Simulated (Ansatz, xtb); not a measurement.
# Relative energy of two isomers of CH2BO

We compare X, `[CH2]B=O`, a doublet, with Y, `B[C]=O`, a doublet. Both are isolated molecules in the gas phase, relaxed with BLYP-D3(BJ)/def2-SVP; the shapes shown needn't be the lowest conformers.

X (Å):

```xyz
5

C    -1.0537    0.9374   -0.2709
B    -1.9496    1.4537   -1.3579
O    -2.6808    1.8752   -2.2450
H    -1.0262    1.4001    0.7276
H    -0.3877    0.0752   -0.4280
```

Y (Å):

```xyz
5

C    -0.8126    0.7603   -1.2286
B    -1.8133    1.4100   -0.3462
O    -0.0248    0.2488   -1.9234
H    -1.5100    1.5856    0.8110
H    -2.8724    1.7252   -0.8368
```

Quicker runs give these differences E(Y) − E(X): GFN2-xTB +19.2 kcal/mol; HF/STO-3G +40.3 kcal/mol (at GFN2-xTB geometries); r2SCAN-D4/def2-SVP +28.8 kcal/mol (at GFN2-xTB geometries).

Problem. Estimate E(Y) − E(X) at the level CCSD(T)/def2-TZVP.

Solution. Calculated at CCSD(T)/def2-TZVP: E(Y) − E(X) = +27.8 kcal/mol, so structure X lies lower.

The same difference at several levels:

```json
{"level": "GFN2-xTB", "geometry": "GFN2-xTB", "E(Y) − E(X) (kcal/mol)": "+19.2", "departure from the last row (kcal/mol)": "−8.5", "job, with rough time for the two": "optimisation, 0.49 s"}
{"level": "HF/STO-3G", "geometry": "GFN2-xTB", "E(Y) − E(X) (kcal/mol)": "+40.3", "departure from the last row (kcal/mol)": "+12.5", "job, with rough time for the two": "single point, 0.89 s"}
{"level": "r2SCAN-D4/def2-SVP", "geometry": "GFN2-xTB", "E(Y) − E(X) (kcal/mol)": "+28.8", "departure from the last row (kcal/mol)": "+1.0", "job, with rough time for the two": "single point, 7.2 s"}
{"level": "BLYP-D3(BJ)/def2-SVP", "geometry": "BLYP-D3(BJ)/def2-SVP", "E(Y) − E(X) (kcal/mol)": "+25.9", "departure from the last row (kcal/mol)": "−1.9", "job, with rough time for the two": "optimisation, 50 s"}
{"level": "HF/def2-TZVP", "geometry": "BLYP-D3(BJ)/def2-SVP", "E(Y) − E(X) (kcal/mol)": "+32.5", "departure from the last row (kcal/mol)": "+4.7", "job, with rough time for the two": "part of the CCSD(T) run"}
{"level": "MP2/def2-TZVP", "geometry": "BLYP-D3(BJ)/def2-SVP", "E(Y) − E(X) (kcal/mol)": "+29.8", "departure from the last row (kcal/mol)": "+2.0", "job, with rough time for the two": "part of the CCSD(T) run"}
{"level": "CCSD(T)/def2-TZVP", "geometry": "BLYP-D3(BJ)/def2-SVP", "E(Y) − E(X) (kcal/mol)": "+27.8", "departure from the last row (kcal/mol)": "", "job, with rough time for the two": "single point, 82 s"}
```

As drawn, Y has 1 C=O, 2 B–H in place of 1 B=O, 2 C–H.

The levels shown agree on the order. The largest departure from CCSD(T)/def2-TZVP is that of HF/STO-3G, 12.5 kcal/mol.

With harmonic frequencies from BLYP-D3(BJ)/def2-SVP (ideal gas, rigid rotor, one conformer each, 298.15 K, 1 atm): the zero-point term adds −1.7 kcal/mol; ΔH is +26.1 and ΔG +26.0 kcal/mol.

Open shells are spin-unrestricted. The correlated steps freeze 3 core orbitals. Run with Ansatz 0.2.0, xtb 6.7.1; the last row on 1 thread of Intel(R) Xeon(R) Processor @ 2.50GHz (Skylake/Cascade Lake) on a shared host.

X is clearly the more stable of the two isomers, and the thermal terms leave the preference almost intact at ΔG +26.0 kcal/mol. The drawn formula of Y is misleading: its B–C–O unit is essentially linear with a short C–O bond, so it is better described as BH2 carrying a carbonyl ligand than as a bent acyl radical. Carbon donates its lone pair to boron, while the unpaired π electron can delocalise from boron into CO π*. X instead is a methylene radical attached to a strongly bound, multiply bonded BO group.

The B–O bond alone can't account for the order, because Y keeps the very strong bond of carbon monoxide. The preference for X probably comes from its C–H bonds, stronger than B–H, together with a covalent B–C link in place of a largely dative one. The energy difference says nothing about the barrier to rearrangement, so Y could still persist as a metastable species.
